# Temkin's rate formula for a single-route reaction

## Statement

A reaction proceeds through $n$ elementary steps $s=1,\dots,n$ with forward rates $r_{+s}$ and reverse rates $r_{-s}$, all per site (s$^{-1}$) or all per unit area. The overall equation is the sum of the steps, step $s$ being taken $\sigma_s$ times; $\sigma_s$ is Horiuti's stoichiometric number. At steady state the rate $r$ of the overall equation obeys $\sigma_s r=r_{+s}-r_{-s}$ for each step, and

$$r=\frac{\prod_{s=1}^n r_{+s}-\prod_{s=1}^n r_{-s}}{D},\qquad D=\sum_{s=1}^n\sigma_s\,r_{-1}\cdots r_{-(s-1)}\,r_{+(s+1)}\cdots r_{+n}.\tag{1}$$

Empty products equal one. The steps may be numbered in any order, and $D$ has the same value for every order. With each step listed once, define

$$r_f=\frac{\prod_s r_{+s}}{D},\qquad r_b=\frac{\prod_s r_{-s}}{D},\qquad r=r_f-r_b.\tag{2}$$

Their ratio is fixed by the affinities $A_s=-\Delta G_s$ of the steps and the overall affinity $A=\sum_s\sigma_sA_s$:

$$\frac{r_f}{r_b}=\prod_s\frac{r_{+s}}{r_{-s}}=\exp\frac{A}{\bar\sigma RT},\qquad \bar\sigma=\frac{\sum_s\sigma_sA_s}{\sum_sA_s}.\tag{3}$$

The average stoichiometric number $\bar\sigma$ lies between the smallest and the largest $\sigma_s$ and in general varies with the conditions. For a linear mechanism, in which each step turns one intermediate into one other, all $\sigma_s$ equal one and $\bar\sigma=1$. The quantities $r_f$ and $r_b$ are the one-way rates seen by a labelled atom when that atom passes through every step in sequence; otherwise (2) is a formal split.

## Premises

1. **Steady state.** The amount of each intermediate is constant in time.
2. **Single route.** Up to a common factor, one set of numbers $\sigma_s$ alone cancels all intermediates when the steps are summed.
3. **Orientation.** Each step is written in the direction that makes $\sigma_s>0$. A step with $\sigma_s=0$ is equilibrated at steady state, contributes equal factors to numerator and denominator of (1), and is dropped.
4. **Elementary steps** (for (3) alone). Each step is written with its true molecularity, both directions pass the same transition state, and the internal states of all species are thermal at temperature $T$.
5. **Uniformity.** All sites of a kind see the same temperature, potential and concentrations.

## Derivation

### Step 1. One rate for the route

Let $w_s=r_{+s}-r_{-s}$, and let $B_{is}$ be the stoichiometric coefficient of intermediate $i$ in step $s$, positive for formation. Premise 1 reads $\sum_sB_{is}w_s=0$ for every $i$. Stoichiometric numbers are defined by the cancellation of the intermediates, $\sum_sB_{is}\sigma_s=0$. The vectors $w$ and $\sigma$ thus both lie in the null space of $B$, whose dimension is $n-\operatorname{rank}B$. Premise 2 states that this dimension is one, so the vectors are proportional:

$$r_{+s}-r_{-s}=\sigma_s r.\tag{4}$$

A stable species $k$ with coefficients $\nu_{ks}$ in the steps is formed at the rate $\sum_s\nu_{ks}w_s=r\sum_s\nu_{ks}\sigma_s=\nu_kr$, where $\nu_k$ is its coefficient in the overall equation. The factor $r$ is therefore the rate of the overall equation.

### Step 2. The telescoping identity

Define the mixed products

$$P_s=r_{-1}\cdots r_{-s}\;r_{+(s+1)}\cdots r_{+n},\qquad M_s=r_{-1}\cdots r_{-(s-1)}\;r_{+(s+1)}\cdots r_{+n}.$$

By inspection $M_sr_{+s}=P_{s-1}$ and $M_sr_{-s}=P_s$, while $P_0=\prod_sr_{+s}$ and $P_n=\prod_sr_{-s}$. Multiplying (4) by $M_s$ gives $\sigma_sM_sr=P_{s-1}-P_s$. In the sum over $s$ each of $P_1,\dots,P_{n-1}$ occurs once with each sign, so

$$r\sum_s\sigma_sM_s=P_0-P_n.$$

The sum on the left is $D$. It is positive by premise 3 when the step rates are positive, and division gives (1). No rate law was used.

Dividing numerator and denominator by $P_0$, with the reversibilities $z_s=r_{-s}/r_{+s}$, gives a form that reads as resistances in series:

$$r=r_f\Big(1-\prod_sz_s\Big),\qquad\frac1{r_f}=\sum_s\frac{\sigma_s}{r_{+s}}\,z_1\cdots z_{s-1}.\tag{5}$$

### Step 3. Independence of the order

Nothing in Step 2 ties the numbering to the chemical sequence, so (1) holds for each of the $n!$ orders. To see that $D$ keeps its value, exchange the neighbours $s$ and $s+1$. All terms of $D$ other than these two contain the symmetric products $r_{+s}r_{+(s+1)}$ or $r_{-s}r_{-(s+1)}$ and are unchanged. The two remaining terms share the factor $C=r_{-1}\cdots r_{-(s-1)}r_{+(s+2)}\cdots r_{+n}$, and

$$D-D'=C\big[\sigma_sr_{+(s+1)}+\sigma_{s+1}r_{-s}-\sigma_{s+1}r_{+s}-\sigma_sr_{-(s+1)}\big]=C\,[\sigma_sw_{s+1}-\sigma_{s+1}w_s].$$

The bracket vanishes by (4). Every order is reached by such exchanges, so $D$, $r_f$ and $r_b$ do not depend on the order. As expressions in the coverages, $D$ and $D'$ differ; the equation $D=D'$ is a steady-state condition.

### Step 4. The ratio of rates in one step

Let $\mu_k$ denote chemical potentials, electrochemical ones for charged species. Under premise 4, transition-state theory gives

$$r_{+s}=\kappa\frac{k_BT}{h}\frac{1}{\gamma_\ddagger}\exp\frac{\sum_{\rm in}\mu_k-\mu_\ddagger^\circ}{RT},\qquad r_{-s}=\kappa\frac{k_BT}{h}\frac{1}{\gamma_\ddagger}\exp\frac{\sum_{\rm out}\mu_k-\mu_\ddagger^\circ}{RT},$$

because the complexes crossing in each direction are in quasi-equilibrium with the side they come from. The sums run over the species entering and leaving the step, free sites included. The transmission coefficient $\kappa$, the activity coefficient $\gamma_\ddagger$ and the standard potential $\mu^\circ_\ddagger$ belong to one transition state in one environment and cancel in the ratio. With $A_s=\sum_{\rm in}\mu_k-\sum_{\rm out}\mu_k$ the result is De Donder's relation

$$\frac{r_{+s}}{r_{-s}}=\exp\frac{A_s}{RT}.\tag{6}$$

### Step 5. The average stoichiometric number

$D$ cancels in the ratio of the two rates (2), and (6) gives $r_f/r_b=\exp(\sum_sA_s/RT)$. The exponent holds the plain sum of the step affinities. The overall affinity is the weighted sum $A=\sum_s\sigma_sA_s$, since the potentials of the intermediates cancel in that combination just as the intermediates do. Writing $\sum_sA_s=A/\bar\sigma$ defines $\bar\sigma$ and yields (3). Five properties follow.

*Bounds.* By (4) and (6), with $\sigma_s>0$, every $A_s$ has the sign of $r$. The weights $A_s/\sum_tA_t$ are non-negative and add up to one, so $\min\sigma_s\le\bar\sigma\le\max\sigma_s$.

*Normalisation.* Multiplying the overall equation by $\lambda$ multiplies $\sigma_s$, $A$ and $\bar\sigma$ by $\lambda$ and divides $r$ by $\lambda$. The ratio (3) is unchanged.

*Linear mechanisms.* Count the free site as an intermediate. If each step converts one intermediate into one other, the steps form a graph with the intermediates as nodes, and a single route is a single closed cycle. The balance at each node of the cycle makes the $w_s$ of successive steps equal, so all $\sigma_s=1$ and $r_f/r_b=e^{A/RT}$.

*One rate-determining step.* If all steps except $d$ have $r_{+s}\gg\sigma_s|r|$ and $r_{+s}/\sigma_s\gg r_{+d}/\sigma_d$, then $z_s\to1$ and $A_s\to0$ for them, and (5) and (3) reduce to $r_f=r_{+d}/\sigma_d$ and $\bar\sigma=\sigma_d$.

*Equilibrium.* There $\bar\sigma$ is the limit of a ratio $0/0$. Let $r_s^\circ$ be the common value of $r_{+s}$ and $r_{-s}$ at equilibrium. To first order in $r$, (4) and (6) give $A_s/RT=\ln(1+\sigma_sr/r_{-s})\approx\sigma_sr/r_s^\circ$. Inserting this in the definitions,

$$\bar\sigma_{\rm eq}=\frac{\sum_s\sigma_s^2/r_s^\circ}{\sum_s\sigma_s/r_s^\circ},\qquad\frac1{r_f^\circ}=\sum_s\frac{\sigma_s}{r_s^\circ},\qquad r\approx\frac{r_f^\circ}{\bar\sigma_{\rm eq}}\frac{A}{RT}.\tag{7}$$

The second relation is (5) with all $z_s=1$; the third follows from $A/RT\approx r\sum_s\sigma_s^2/r_s^\circ$.

### Step 6. When $r_f$ and $r_b$ are one-way rates

The algebra of Step 2 does not fix the split (2). Any list of entries that each obey (4) may be used, and listing step 1 twice leaves $r$ correct but multiplies the ratio of the two terms by $r_{+1}/r_{-1}$. The meaning of (2) comes from a tracer balance.

Let atoms of one element pass from the reactant (pool 0) through intermediates (pools $1,\dots,n-1$) to the product (pool $n$), step $s$ joining pools $s-1$ and $s$. Each event of step $s$ moves $m_s$ atoms, and every atom must pass every step, so $m_s\sigma_s=m$, the number of atoms per overall equation. Let $x_s$ be the labelled fraction in pool $s$. The label is ideal, leaving the rates unchanged, and each pool is well mixed. At steady state the flux $J$ of label is the same through each step, $J=m_s(r_{+s}x_{s-1}-r_{-s}x_s)$, that is

$$\sigma_s\frac Jm=r_{+s}x_{s-1}-r_{-s}x_s.$$

Multiplication by $M_s$ gives $P_{s-1}x_{s-1}-P_sx_s$ on the right, which telescopes as before:

$$\frac Jm=r_fx_0-r_bx_n.\tag{8}$$

With $x_0=1$, $x_n=0$ the flux counts atoms that start in the reactant and end in the product, so $r_f$ is the one-way forward rate; $x_0=0$, $x_n=1$ gives $r_b$. The condition is a linear path of the label, which a mechanism nonlinear in coverage can possess.

### Use in closing a rate law

Formula (1) still contains the coverages. For a linear mechanism different orders eliminate them. Take two steps with one adsorbate of coverage $\theta$: $r_{+1}=b_{+1}(1-\theta)$, $r_{-1}=b_{-1}\theta$, $r_{+2}=b_{+2}\theta$, $r_{-2}=b_{-2}(1-\theta)$, with $b_{\pm s}$ independent of $\theta$. The numerator of (1) is $N\theta(1-\theta)$ with $N=b_{+1}b_{+2}-b_{-1}b_{-2}$. The order (1,2) has $D=(b_{+2}+b_{-1})\theta$, hence $r(b_{+2}+b_{-1})=N(1-\theta)$. The order (2,1) has $D=(b_{+1}+b_{-2})(1-\theta)$, hence $r(b_{+1}+b_{-2})=N\theta$. Addition gives $r=N/(b_{+1}+b_{-1}+b_{+2}+b_{-2})$. For a nonlinear mechanism the coverage has to be found from $D=D'$.

## The Volmer–Tafel mechanism

In acid the steps are

- V: $\mathrm{H^+}+e^-+*\rightleftharpoons\mathrm{H}^*$,
- T: $2\,\mathrm{H}^*\rightleftharpoons\mathrm{H_2}+2\,*$.

The rows of $B$ for $\mathrm H^*$ and $*$ are $(1,-2)$ and $(-1,2)$. The rank is one, so there is one route, with $\sigma_V=2$, $\sigma_T=1$ for $2\mathrm{H^+}+2e^-\to\mathrm{H_2}$. Formula (1) becomes

$$r=\frac{r_{+V}r_{+T}-r_{-V}r_{-T}}{2r_{+T}+r_{-V}}=\frac{r_{+V}r_{+T}-r_{-V}r_{-T}}{r_{+V}+2r_{-T}}.\tag{9}$$

Every H atom passes V ($m_V=1$) and then T ($m_T=2$), so $m=2$ and Step 6 applies. Directly: an adsorbed atom leaves through T with probability $2r_{+T}/(2r_{+T}+r_{-V})$, and this times $r_{+V}/2$ is $r_f$.

The overpotential $\eta=E-E_{\rm eq}$ is negative for evolution; set $x=-F\eta/RT$. Proton activity and $\mathrm H_2$ pressure at the surface keep their bulk values. For Langmuir adsorption with equilibrium coverage $\theta_0$, exchange rates $v=r_V^\circ$, $t=r_T^\circ$ and symmetry factor $\beta$,

$$r_{+V}=v\frac{1-\theta}{1-\theta_0}e^{\beta x},\quad r_{-V}=v\frac{\theta}{\theta_0}e^{-(1-\beta)x},\quad r_{+T}=t\frac{\theta^2}{\theta_0^2},\quad r_{-T}=t\frac{(1-\theta)^2}{(1-\theta_0)^2}.$$

With $L=\ln[\theta(1-\theta_0)/((1-\theta)\theta_0)]$, (6) gives $A_V/RT=x-L$ and $A_T/RT=2L$. Then $A=2A_V+A_T=2xRT=-2F\eta$, as thermodynamics requires, and

$$\frac{r_f}{r_b}=e^{x+L},\qquad\bar\sigma=\frac{2x}{x+L}=1+\frac{A_V}{A_V+A_T}.\tag{10}$$

The coverage obeys $d\theta/dt'=w_V-2w_T=c_0-c_1\theta-c_2\theta^2$ in the time $t'$, with

$$c_2=\frac{2t}{\theta_0^2}-\frac{2t}{(1-\theta_0)^2},\quad c_1=\frac{4t}{(1-\theta_0)^2}+\frac{ve^{\beta x}}{1-\theta_0}+\frac{ve^{-(1-\beta)x}}{\theta_0},\quad c_0=\frac{2t}{(1-\theta_0)^2}+\frac{ve^{\beta x}}{1-\theta_0}.$$

Setting it to zero is the same as equating the denominators in (9). For $\theta_0<1/2$, $c_2>0$ and the only positive root is $\theta=(\Delta-c_1)/2c_2$ with $\Delta=\sqrt{c_1^2+4c_2c_0}$. Small deviations decay with the time constant $1/(c_1+2c_2\theta)=1/\Delta$.

The cathodic current density, counted positive, is $j=2qr$, where $q=eN_s$ is the charge of one electron per site. With $j_V=qv$ and $j_T=2qt$, (7) gives

$$j_0=2qr_f^\circ=\frac{j_Vj_T}{j_V+j_T},\qquad\bar\sigma_{\rm eq}=\frac{j_V+2j_T}{j_V+j_T},\qquad R_{ct}=\frac{RT}{F}\Big(\frac1{j_V}+\frac1{2j_T}\Big),\tag{11}$$

where $R_{ct}=-d\eta/dj$ at $\eta=0$. The apparent exchange current read from that slope as $j_{\rm app}=RT/(FR_{ct})$ equals $2j_0/\bar\sigma_{\rm eq}$ and exceeds the one-way current $j_0$ unless $\bar\sigma_{\rm eq}=2$.

For $x\to\infty$ both reverse rates vanish, $\theta\to1$ and $r\to t/\theta_0^2$. The balance $r_{+V}=2t/\theta_0^2$ gives $1-\theta\approx2t(1-\theta_0)e^{-\beta x}/(v\theta_0^2)$, so $L\approx\beta x+\ln(v\theta_0/2t)$ and $\bar\sigma\to2/(1+\beta)$. The rate is then set by the Tafel constant alone, yet $\bar\sigma$ does not tend to $\sigma_T=1$, because V is not equilibrated. Far from equilibrium $\bar\sigma$ does not identify the step that controls the rate.

## Range of validity

- Formula (1) is exact given premises 1 to 3 and 5, for any rate laws, including lateral interactions and irreversible steps. It fails for transients faster than the relaxation of the intermediates and for oscillating states. Where several steady states exist it holds for each.
- A second route, such as the Heyrovský step $\mathrm H^*+\mathrm H^++e^-\rightleftharpoons\mathrm H_2+*$ running beside V and T, raises the null space to two dimensions. Then $w_s$ is a sum over route rates and (4) no longer holds.
- On a surface with sites of different kinds and no exchange between them, (1) holds for each kind and the rates are added.
- Relation (3) needs premise 4 and finite $A_s$. A lumped step does not obey (6) with its formal coefficients.
- Reading $r_f$, $r_b$ as one-way rates needs the linear label path. In the Volmer–Heyrovský route one of the two H atoms bypasses the adsorbed pool, and the exchange of H is not given by (8). A deuterium label changes the step rates and is not ideal.
- All affinities refer to concentrations at the surface. Transport may be entered as a further step, as shown below.

## Numerical illustration: hydrogen evolution on Pt(111)

Assumed inputs: $T=298.15$ K, acid electrolyte under 1 bar $\mathrm H_2$, lattice parameter $a=3.92$ Å (typical), one site per surface atom, $\beta=0.5$, $\theta_0=0.10$ for the reactive adsorbed hydrogen, $v=1000$ s$^{-1}$, $t=200$ s$^{-1}$. The two exchange rates were chosen so that $j_{\rm app}$ lands near the typical order for Pt in acid free of transport limits, about 100 mA cm$^{-2}$; their ratio and $\theta_0$ are illustrative. All results are the model's. Four or five figures are printed so that the identities can be followed.

The site density is $N_s=4/(\sqrt3a^2)=1.503\times10^{15}$ cm$^{-2}$, $q=240.8$ µC cm$^{-2}$, and $RT/F=25.69$ mV.

**Equilibrium.** $j_V=240.8$ and $j_T=96.3$ mA cm$^{-2}$. From (11), $j_0=68.8$ mA cm$^{-2}$, $\bar\sigma_{\rm eq}=9/7=1.286$, $R_{ct}=0.240$ Ω cm$^2$ and $j_{\rm app}=107$ mA cm$^{-2}$.

**At $\eta=-50$ mV.** $x=1.946$ and $e^{\beta x}=2.646$. Then $c_2=39506$, $c_1=7706.9$, $c_0=3433.8$ and $\Delta=24536$, all in s$^{-1}$, so $\theta=0.2130$. The step rates stand in the first table. The two denominators of (9) are $2(907.3)+805.0=2619.6$ and $2313.8+2(152.9)=2619.6$ s$^{-1}$. Hence $r_f=801.4$, $r_b=47.0$ and $r=754.4$ s$^{-1}$, equal to $w_T$ and to $w_V/2$. The affinities are $A_V=2.62$, $A_T=4.41$ and $A=9.65$ kJ mol$^{-1}$. With $A/RT=3.892$ and $\ln(r_f/r_b)=2.836$, $\bar\sigma=1.372$.

| $\eta$ / mV | $\theta$ | $r_{+V}$ | $r_{-V}$ | $r_{+T}$ | $r_{-T}$ | $D$ | $r$ |
|---|---|---|---|---|---|---|---|
| 0 | 0.1000 | 1000.0 | 1000.0 | 200.0 | 200.0 | 1400.0 | 0 |
| −25 | 0.1534 | 1530.2 | 943.0 | 470.6 | 177.0 | 1884.1 | 293.6 |
| −50 | 0.2130 | 2313.8 | 805.0 | 907.3 | 152.9 | 2619.6 | 754.4 |
| −100 | 0.3464 | 5084.3 | 494.8 | 2400.2 | 105.5 | 5295.2 | 2294.7 |

Rates and $D$ are in s$^{-1}$ per site.

| $\eta$ / mV | $j$ / mA cm$^{-2}$ | $r_f$ / s$^{-1}$ | $r_b$ / s$^{-1}$ | $r_f/r_b$ | $e^{A/RT}$ | $\bar\sigma$ |
|---|---|---|---|---|---|---|
| 0 | 0 | 142.9 | 142.9 | 1 | 1 | 1.286 |
| −25 | 141 | 382.2 | 88.6 | 4.315 | 7.001 | 1.331 |
| −50 | 363 | 801.4 | 47.0 | 17.05 | 49.02 | 1.372 |
| −100 | 1105 | 2304.6 | 9.86 | 233.8 | 2403 | 1.427 |

Neither step is rate-determining, and $\bar\sigma$ drifts with potential. Setting $\bar\sigma=1$, which is also what results from listing V twice, would give at $-50$ mV a reverse rate $r/(e^{A/RT}-1)=15.7$ s$^{-1}$, smaller than the one-way rate $r_b$ by a factor 3.0. The model's limiting current is $2qt/\theta_0^2=9.6$ A cm$^{-2}$, where $\bar\sigma$ tends to $4/3$.

**Size of what was left out.** The relaxation time at $-50$ mV is $1/\Delta=41$ µs, during which an assumed sweep of 50 mV s$^{-1}$ moves the potential by 2.0 µV, negligible against $RT/F$; premise 1 holds.

Lateral interaction is not negligible. A Frumkin term $g(\theta-\theta_0)RT$ in the potential of $\mathrm H^*$, with an assumed $g=10$ (a typical order for underpotential-deposited H on Pt(111)), amounts to $1.1\,RT$ for $\theta-\theta_0=0.113$, as large as $A_V=1.06\,RT$. It would shift the entries at finite $\eta$, which should not be read as values for platinum, but it leaves (9), (11) and the equilibrium row intact, since these involve the step rates alone.

Removal of $\mathrm H_2$ is a third step with $\sigma_D=1$, forward rate proportional to the surface concentration and reverse rate proportional to the bulk one, so that it obeys (6). Its exchange current is the diffusion-limited current $j_L$ of $\mathrm H_2$ oxidation, typically 3 mA cm$^{-2}$ at a smooth rotating disc at 1600 rpm, which corresponds to $r_D^\circ=j_L/2q=6.2$ s$^{-1}$. Formula (7) then adds $1/(2j_L)$ to the bracket of $R_{ct}$ in (11). The model's $j_{\rm app}$ falls from 107 to 5.7 mA cm$^{-2}$ and $\bar\sigma_{\rm eq}$ from 1.286 to 1.01, so at such an electrode the slope at equilibrium reflects transport, and the tables apply only where $j_L$ is far larger than $j$.